# Appendix: Proper-time propagators in a constant magnetic field

## A.1 Premises and conventions

Units are $\hbar=c=1$, with metric $(+,-,-,-)$. A particle of mass $m$ and charge $q$ ($q=-e$, $e>0$, for the electron) moves in a classical, static, uniform field $\mathbf B=B\hat{\mathbf z}$ with no electric field. The field is kept to all orders and radiative corrections are omitted. We write $b=qB$, $\beta=|b|$, $\sigma=\operatorname{sgn}b$, and

$$p_\parallel^2=p_0^2-p_3^2,\quad p_\perp^2=p_1^2+p_2^2,\quad \gamma\!\cdot\! p_\parallel=\gamma^0p^0-\gamma^3p^3,\quad \boldsymbol\gamma\!\cdot\!\mathbf p_\perp=\gamma^1p^1+\gamma^2p^2 ,$$

so that $p^2=p_\parallel^2-p_\perp^2$ and $\gamma\!\cdot\! p=\gamma\!\cdot\! p_\parallel-\boldsymbol\gamma\!\cdot\!\mathbf p_\perp$. The kinetic momentum is $\Pi^\mu=i\partial^\mu-qA^\mu$. We take $A^0=A^3=0$ and $A^{1,2}$ dependent on $x^1,x^2$ only. Then $\Pi^0$ and $\Pi^3$ commute with all components, and

$$[\Pi^1,\Pi^2]=iq(\partial_1A^2-\partial_2A^1)=ib .$$

The Feynman propagators $G=\langle0|T\phi\phi^\dagger|0\rangle$ and $S=\langle0|T\psi\bar\psi|0\rangle$ are the kernels of

$$G=\frac{i}{\Pi^2-m^2+i\epsilon},\qquad S=\frac{i}{\gamma\!\cdot\!\Pi-m+i\epsilon}.$$

## A.2 Proper-time representation

For $\operatorname{Im}w>0$, $i/w=\int_0^\infty ds\,e^{isw}$. Applied to the spectrum of a Hermitian operator, this is the representation of Fock (1937) and Schwinger (1951):

$$G=\int_0^\infty ds\;e^{is(\Pi_\parallel^2-m^2+i\epsilon)}\,e^{-is\Pi_\perp^2},\qquad \Pi_\perp^2=(\Pi^1)^2+(\Pi^2)^2. \tag{A1}$$

The exponential factorises because $\Pi_\parallel^2$ commutes with $\Pi_\perp^2$. The first factor is diagonal in plane waves of $p^0,p^3$. The task is the transverse kernel $K(\mathbf x,\mathbf y;s)=\langle\mathbf x|e^{-is\Pi_\perp^2}|\mathbf y\rangle$, which obeys $i\partial_sK=\Pi_\perp^2K$ with $K(s=0)=\delta^2(\mathbf x-\mathbf y)$.

## A.3 The Schwinger phase

Let $\mathbf r=\mathbf x-\mathbf y$ and integrate the potential along the straight line from $\mathbf y$ to $\mathbf x$:

$$\Phi(\mathbf x,\mathbf y)=q\int_0^1d\lambda\;\mathbf r\cdot\mathbf A(\mathbf y+\lambda\mathbf r).$$

In a general gauge the same object is $-q\int_y^xA_\mu dz^\mu$. Differentiate with respect to $x^i$ (Euclidean indices) and use $\frac{d}{d\lambda}(\lambda A_i)=A_i+\lambda r_j\partial_jA_i$:

$$\partial_i\Phi=q\int_0^1d\lambda\Big[\frac{d}{d\lambda}(\lambda A_i)+\lambda r_j(\partial_iA_j-\partial_jA_i)\Big]=qA_i(\mathbf x)-\frac q2(\mathbf B\times\mathbf r)_i .$$

The last step uses the uniformity of $\mathbf B$. Hence $\Pi^i e^{i\Phi}f=e^{i\Phi}\pi_if$ with

$$\pi_1=-i\partial_{r_1}+\tfrac b2r_2,\qquad \pi_2=-i\partial_{r_2}-\tfrac b2r_1 .$$

These operators contain $\mathbf r$ alone, and $\Phi(\mathbf x,\mathbf x)=0$ leaves the initial condition unchanged. Therefore $K=e^{i\Phi}\tilde K(\mathbf r;s)$, with $\tilde K$ translation invariant and independent of the gauge, and

$$G(x,y)=e^{i\Phi}\int\frac{d^4p}{(2\pi)^4}e^{-ip\cdot(x-y)}\tilde G(p),$$

and likewise for $S$. The variable $\mathbf p_\perp$ is conjugate to $\mathbf r$ after removal of the phase. It is no conserved momentum of the particle.

## A.4 Transverse kernel and scalar propagator

Write $\tilde K=\int\frac{d^2p}{(2\pi)^2}e^{i\mathbf p\cdot\mathbf r}k(\mathbf p;s)$. Then $-i\partial_{r_j}\to p_j$ and, after integration by parts, $r_j\to i\partial_{p_j}$:

$$\pi_1=p_1+\tfrac{ib}2\partial_{p_2},\qquad\pi_2=p_2-\tfrac{ib}2\partial_{p_1}, \tag{A2}$$

$$\pi_1^2+\pi_2^2=p_\perp^2-\tfrac{b^2}4\nabla_p^2+ib\,(p_1\partial_{p_2}-p_2\partial_{p_1}).$$

The initial value is $k=1$. It is rotationally symmetric and the operator commutes with rotations, so $k$ depends on $p_\perp^2$ only and the last term gives zero. Insert $k=N(s)e^{-ia(s)p_\perp^2}$, for which $\nabla_p^2k=(-4ia-4a^2p_\perp^2)k$. The equation $i\partial_sk=(\pi_1^2+\pi_2^2)k$ becomes

$$i\frac{N'}N+a'p_\perp^2=ib^2a+(1+b^2a^2)\,p_\perp^2 .$$

Matching powers of $p_\perp^2$ gives $a'=1+b^2a^2$ and $N'/N=b^2a$, with $a(0)=0$, $N(0)=1$. The solutions are $a=\tan(bs)/b$ and $N=1/\cos bs$:

$$k(\mathbf p;s)=\frac1{\cos bs}\exp\Big[-ip_\perp^2\frac{\tan bs}{b}\Big]. \tag{A3}$$

The zeros of $\cos bs$ lie on the real axis and need a rule. Since $\Pi_\perp^2$ is positive, $e^{-is\Pi_\perp^2}$ is analytic for $\operatorname{Im}s<0$. At $s=-i\tau$, (A3) is the smooth heat kernel $e^{-p_\perp^2\tanh(b\tau)/b}/\cosh b\tau$, and real $s$ is reached from below, $s\to s-i0$. The Gaussian transform of (A3) is

$$\tilde K(\mathbf r;s)=\frac{b}{4\pi i\sin bs}\exp\Big[\frac{ib\,r^2}{4}\cot bs\Big].$$

It is constant in $\mathbf r$ where $\cos bs=0$, so $k$ is proportional to $\delta^2(\mathbf p)$ at those points. Inserting (A3) in (A1) gives

$$\tilde G(p)=\int_0^\infty\frac{ds}{\cos bs}\exp\Big\{is\Big[p_\parallel^2-m^2-p_\perp^2\frac{\tan bs}{bs}+i\epsilon\Big]\Big\}. \tag{A4}$$

For $b\to0$ it returns $i/(p^2-m^2+i\epsilon)$.

## A.5 Spinor propagator

Since $(\gamma\!\cdot\!\Pi-m)(\gamma\!\cdot\!\Pi+m)=(\gamma\!\cdot\!\Pi)^2-m^2$, we have $S=(\gamma\!\cdot\!\Pi+m)\,i/[(\gamma\!\cdot\!\Pi)^2-m^2+i\epsilon]$. Split $\gamma^\mu\gamma^\nu$ into its symmetric and antisymmetric parts:

$$(\gamma\!\cdot\!\Pi)^2=\Pi^2+\tfrac14[\gamma^\mu,\gamma^\nu][\Pi_\mu,\Pi_\nu]=\Pi^2+ib\,\gamma^1\gamma^2=\Pi^2+b\,\Sigma,\qquad\Sigma=i\gamma^1\gamma^2 .$$

From $(\gamma^1)^2=(\gamma^2)^2=-1$ follow $(\gamma^1\gamma^2)^2=-1$ and $\Sigma^2=1$; in the Dirac representation $\Sigma=\operatorname{diag}(\sigma_3,\sigma_3)$. The matrix $\Sigma$ commutes with $\Pi^2$, so the scalar integrand is multiplied by

$$e^{isb\Sigma}=\cos bs+i\Sigma\sin bs=\cos bs\,(1-t\,\gamma^1\gamma^2),\qquad t=\tan bs .$$

The prefactor $\gamma\!\cdot\!\Pi+m$ acts on $x$ and passes through the phase as in A.3. By (A2) and (A3), $\pi_1k=(p_1+tp_2)k$ and $\pi_2k=(p_2-tp_1)k$. With $(\boldsymbol\gamma\!\cdot\!\mathbf p_\perp)\gamma^1\gamma^2=\gamma^1p_2-\gamma^2p_1$,

$$(\gamma^1\pi_1+\gamma^2\pi_2)\,k=\boldsymbol\gamma\!\cdot\!\mathbf p_\perp\,(1+t\gamma^1\gamma^2)\,k .$$

Multiply on the right by the spin factor and use $(1+t\gamma^1\gamma^2)(1-t\gamma^1\gamma^2)=1+t^2$. The cosine cancels the $1/\cos bs$ of (A3), and

$$\tilde S(p)=\int_0^\infty ds\;e^{is\left[p_\parallel^2-m^2-p_\perp^2\frac{\tan bs}{bs}+i\epsilon\right]}\Big[(m+\gamma\!\cdot\! p_\parallel)(1-\gamma^1\gamma^2\tan bs)-\boldsymbol\gamma\!\cdot\!\mathbf p_\perp(1+\tan^2bs)\Big]. \tag{A5}$$

For the electron $b=-eB$, and the first bracket reads $1+\gamma^1\gamma^2\tan eBs$.

## A.6 Landau-level poles

Set $z=e^{-2i\beta s}$, with $|z|<1$ below the real axis, and $\rho=p_\perp^2/\beta$. Then

$$\tan\beta s=-i\frac{1-z}{1+z},\qquad\frac1{\cos\beta s}=\frac{2e^{-i\beta s}}{1+z},\qquad -i\rho\tan\beta s=-\rho+\frac{2\rho z}{1+z}.$$

The Laguerre generating function $\sum_nL_n^{(a)}(x)w^n=(1-w)^{-a-1}e^{-xw/(1-w)}$, at $w=-z$ and $x=2\rho$, gives $k=2e^{-\rho}\sum_n(-1)^nL_n(2\rho)e^{-i(2n+1)\beta s}$. Integrating term by term (the resulting sums converge conditionally and Abel's theorem identifies them with the integral),

$$\tilde G(p)=2e^{-\rho}\sum_{n=0}^\infty\frac{i\,(-1)^nL_n(2\rho)}{p_\parallel^2-m^2-(2n+1)\beta+i\epsilon}.$$

For the spinor define $P_\pm=\frac12(1\pm\sigma\Sigma)$. Then $1-\gamma^1\gamma^2\tan bs=1+i\sigma\Sigma\tan\beta s=\frac{2}{1+z}P_++\frac{2z}{1+z}P_-$ and $1+\tan^2bs=4z/(1+z)^2$. The cases $a=0$ and $a=1$ of the generating function, with the index shifted by one where a factor $z$ stands in front, yield

$$\tilde S(p)=e^{-\rho}\sum_{n=0}^\infty\frac{i\,(-1)^nD_n}{p_\parallel^2-m^2-2n\beta+i\epsilon},$$

$$D_n=2(m+\gamma\!\cdot\! p_\parallel)\big[P_+L_n(2\rho)-P_-L_{n-1}(2\rho)\big]+4\,\boldsymbol\gamma\!\cdot\!\mathbf p_\perp L^{(1)}_{n-1}(2\rho),$$

with $L_{-1}=L^{(1)}_{-1}=0$. The poles lie at

$$p_0^2=m^2+p_3^2+2n\beta\ \ (\text{spin }\tfrac12),\qquad p_0^2=m^2+p_3^2+(2n+1)\beta\ \ (\text{spin }0).$$

Their positions do not depend on $p_\perp$. The level $n=0$ of the spinor contains $P_+$ only, which for the electron is spin antiparallel to $\mathbf B$; every other level holds both projections. All poles have $p_0^2\ge m^2$, so the field creates no pairs.

## A.7 Weak-field expansion

Let $\Delta=p^2-m^2$. Expand the integrands in $b$ with $\tan(bs)/b=s+b^2s^3/3+\dots$ and $1/\cos bs=1+b^2s^2/2+\dots$, and use $\int_0^\infty ds\,s^ne^{is\Delta}=n!\,(i/\Delta)^{n+1}$. In (A4) the second-order integrand is $b^2(s^2/2-ip_\perp^2s^3/3)\,e^{is\Delta}$, which integrates to $b^2(-i/\Delta^3-2ip_\perp^2/\Delta^4)$:

$$\tilde G=\frac i\Delta\Big[1-\frac{b^2}{\Delta^2}-\frac{2b^2p_\perp^2}{\Delta^3}+O(b^4)\Big].$$

In (A5) the first-order term is $-(m+\gamma\!\cdot\! p_\parallel)\gamma^1\gamma^2\,bs$, and $\int s\,e^{is\Delta}ds=-1/\Delta^2$. At second order the exponent gives $-2ib^2p_\perp^2(m+\gamma\!\cdot\! p)/\Delta^4$ and $\tan^2bs$ gives $+2ib^2\boldsymbol\gamma\!\cdot\!\mathbf p_\perp/\Delta^3$. With $\Delta+p_\perp^2=p_\parallel^2-m^2$,

$$\tilde S=\frac{i(m+\gamma\!\cdot\! p)}{\Delta}+\frac{b\,(m+\gamma\!\cdot\! p_\parallel)\gamma^1\gamma^2}{\Delta^2}-\frac{2ib^2}{\Delta^4}\Big[p_\perp^2(m+\gamma\!\cdot\! p_\parallel)-(p_\parallel^2-m^2)\,\boldsymbol\gamma\!\cdot\!\mathbf p_\perp\Big]+O(b^3). \tag{A6}$$

The nature of the series is seen at $p_\perp=0$ below threshold, $M^2=m^2-p_\parallel^2>0$. The integrand of (A5) is then analytic and decays in the quadrant below the positive real axis, so the contour turns to $s=-i\tau$, where $\tan\beta s=-i\tanh\beta\tau$. With $u=M^2\tau$ and $\eta=\beta/M^2$,

$$\tilde S=-\frac{i(m+\gamma\!\cdot\! p_\parallel)}{M^2}\big[1+\sigma\Sigma\,T(\eta)\big],\qquad T(\eta)=\int_0^\infty du\,e^{-u}\tanh\eta u .$$

The expansion $1+\tanh x=2\sum_n(-1)^ne^{-2nx}$ gives $1+T=2\sum_n(-1)^n/(1+2n\eta)$, which is the Landau sum at $\rho=0$. Pairing even and odd terms expresses it through the digamma function:

$$T(\eta)=\frac1{2\eta}\Big[\psi\Big(\frac12+\frac1{4\eta}\Big)-\psi\Big(\frac1{4\eta}\Big)\Big]-1 .$$

The Taylor series of $\tanh$ gives $T\sim\eta-2\eta^3+16\eta^5-272\eta^7+\dots$, whose first term is the first-order term of (A6). The nearest poles of $\tanh x$, at $x=\pm i\pi/2$, fix the coefficient of $\eta^j$ at large odd $j$ to the magnitude $2\,j!\,(2/\pi)^{j+1}$. The series diverges for every $\eta\neq0$, its terms are smallest near $j^*\approx\pi/2\eta$, and the proper-time integral is its Borel sum. Integration by parts gives the relative departure from first order,

$$1-\frac T\eta=\int_0^\infty du\,e^{-u}\tanh^2\eta u .$$

For $x\ge0$, $\tanh'x=1-\tanh^2x$ implies $\tanh x\le x$ and then $\tanh x\ge x-x^3/3$, so $x^2-\frac23x^4\le\tanh^2x\le x^2$. Therefore $2\eta^2-16\eta^4\le1-T/\eta\le2\eta^2$.

## A.8 Range of validity

1. Equations (A4) and (A5) are exact in $\beta/m^2$ for the tree-level propagator in a static uniform magnetic field. A real field must vary little over the magnetic length $\ell=\beta^{-1/2}$ and over the distance $|x-y|$ that is probed.
2. The expansion (A6) needs $\beta\ll|\Delta|$ and $\beta^2p_\perp^2\ll|\Delta|^3$, since the relevant proper time is $s\sim1/|\Delta|$. The condition $\beta\ll m^2$ is not sufficient: the expansion fails near the mass shell in any field. For real $p_\parallel^2>m^2$ the exact function has poles spaced by $2\beta$, and (A6) describes it only after averaging over many levels.
3. The phase $\Phi$ is linear in $B$ and is no part of (A6). In a closed loop it cancels for two vertices. For three or more, Stokes' theorem sums the phases to $q$ times the flux through the polygon of vertices. For an area $1/m^2$ this is $\beta/m^2$, the size of the first-order term of (A6) at $|\Delta|\sim m^2$, so it must be kept at that order.
4. Radiative corrections are absent. Near the mass shell the one-loop anomalous moment $a_e=\alpha/2\pi=1.16\times10^{-3}$, taken as given, changes the spin coupling by that fraction. At $p_3=0$ and $\beta\ll m^2$ it shifts the two spin states by $\mp a_e\beta/2m$ and splits each level with $n\ge1$ by $a_e\beta/m$.

## A.9 Illustration: an electron at 10 T

Take $B=10$ T as an illustrative uniform field, with $m=0.511$ MeV and unrounded constants in all arithmetic. Restoring units, $eB\to\hbar c^2eB$, and

$$\beta=591.6\ \text{eV}^2,\qquad\sqrt\beta=24.32\ \text{eV},\qquad\ell=8.113\ \text{nm}.$$

The critical field is $B_c=m^2/e=4.414\times10^9$ T, so $\beta/m^2=B/B_c=2.27\times10^{-9}$. At $p_3=0$ the first two spinor poles are separated by $\sqrt{m^2+2\beta}-m=1.158$ meV. This is $\beta/m$ less a relativistic term $\beta^2/2m^3=1.31\times10^{-12}$ eV. The neglected anomalous splitting $a_e\beta/m=1.34\ \mu$eV is far larger than that term.

The table evaluates the propagator at $p_\perp=0$ for four virtualities. The second is $M=\alpha m=3.73$ keV, the value of $\sqrt{m^2-p_0^2}$ at the Dirac-Coulomb ground-state energy $p_0=m\sqrt{1-\alpha^2}$ for $Z=1$ and an infinitely heavy point nucleus. The last two have $p_3=0$ and $p_0=m-\delta$, so $M^2=2m\delta-\delta^2$.

| virtuality | $\eta$ | $2\eta^2$ | $1-T/\eta$ (integral) | $j^*$ |
|---|---|---|---|---|
| $M=m$ | $2.27\times10^{-9}$ | $1.03\times10^{-17}$ | $1.03\times10^{-17}$ | $6.9\times10^{8}$ |
| $M=\alpha m$ | $4.25\times10^{-5}$ | $3.62\times10^{-9}$ | $3.62\times10^{-9}$ | $3.7\times10^{4}$ |
| $\delta=10$ meV | $0.0579$ | $6.70\times10^{-3}$ | $6.53\times10^{-3}$ | $27$ |
| $\delta=1$ meV | $0.579$ | $0.670$ | $0.266$ | $2.7$ |

These numbers belong to the model, the tree-level propagator in an ideal uniform field. At loop and atomic virtualities the first-order term of (A6) is sufficient, and its third-order correction lies far below the omitted radiative correction of relative order $10^{-3}$. At $\delta=10$ meV the correction of $6.53\times10^{-3}$ is only a few times $a_e$, so a comparison with a physical electron needs both. At $\delta=1$ meV, comparable with the Landau spacing, the integral gives $T=0.425$, against $0.579$ at first order and $0.191$ at third order. The series has reached its smallest term there, and the Landau-level form must be used although $B/B_c$ is of order $10^{-9}$.